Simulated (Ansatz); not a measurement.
**A ladder of methods for SiH3O− (SMILES [O-][SiH3])**

SiH3O− has 5 atoms, charge -1, and is taken as a singlet. SMILES: `[O-][SiH3]`. Geometry: relaxed at GFN2-xTB.

```
atom    x (Å)    y (Å)    z (Å)
   O  -1.4442   0.2714   0.7001
  Si  -0.0827   0.0156   0.0398
   H  -0.1044  -0.2474  -1.4526
   H   0.6978  -1.1746   0.5614
   H   0.9335   1.1350   0.1513
```

Each level gives the energy change with the Si2–H4 bond stretched from 1.516 to 3.790 Å (eV). The values are calculated.

```json
{"level": "SVWN5/STO-3G (restricted)", "kind": "LDA", "program": "Ansatz", "value (eV)": "4.33", "less FCI/STO-3G": "+0.04"}
{"level": "PBE/STO-3G (restricted)", "kind": "GGA", "program": "Ansatz", "value (eV)": "4.01", "less FCI/STO-3G": "-0.28"}
{"level": "B3LYP/STO-3G (restricted)", "kind": "global hybrid", "program": "Ansatz", "value (eV)": "4.57", "less FCI/STO-3G": "+0.28"}
{"level": "CAM-B3LYP/STO-3G (restricted)", "kind": "range-separated hybrid", "program": "Ansatz", "value (eV)": "5.29", "less FCI/STO-3G": "+1.00"}
{"level": "RPA@PBE/STO-3G (restricted)", "kind": "RPA", "program": "Ansatz", "value (eV)": "3.03", "less FCI/STO-3G": "-1.26"}
{"level": "MP2/STO-3G (restricted)", "kind": "perturbation theory", "program": "Ansatz", "value (eV)": "4.86", "less FCI/STO-3G": "+0.57"}
{"level": "CCSDTQ/STO-3G (restricted)", "kind": "coupled cluster or CI", "program": "Ansatz", "value (eV)": "4.29", "less FCI/STO-3G": "0.00"}
{"level": "FCI/STO-3G", "kind": "exact in the basis", "program": "Ansatz", "value (eV)": "4.29", "less FCI/STO-3G": "0.00"}
```

FCI/STO-3G is exact within its basis and frozen core, so for wave-function methods in that basis the difference is their error; functionals converge differently with the basis, so for them it is only a difference. Sets without diffuse functions describe the anion poorly. The first shape isn't each level's own minimum. The values span 3.03 to 5.29 eV. All rows use very small basis sets, so none should be taken for the real molecule's value.

Stretching the Si–H bond brings its σ and σ* orbitals closer in energy, so a second closed-shell configuration gains weight and one doubly occupied determinant becomes a poorer starting point. CCSDTQ recovers the FCI value of 4.29 eV to the printed precision, whereas MP2 overestimates the cost by 0.57 eV, so second-order correlation doesn't lower the stretched structure enough relative to the compact one. RPA errs the other way, by more than twice as much.

Among the functionals, the cost rises from PBE through B3LYP to CAM-B3LYP, probably because a larger share of exact exchange penalises the restricted stretched state more. SVWN5 lies above PBE although neither contains exact exchange, so that share can't explain the whole order. Its closeness to FCI suggests cancelling errors rather than a sound description of the stretched bond.

The energies alone don't show whether the excess electron leaves with hydrogen as hydride or stays on the silanone fragment, so they can't be assigned to either dissociation channel.
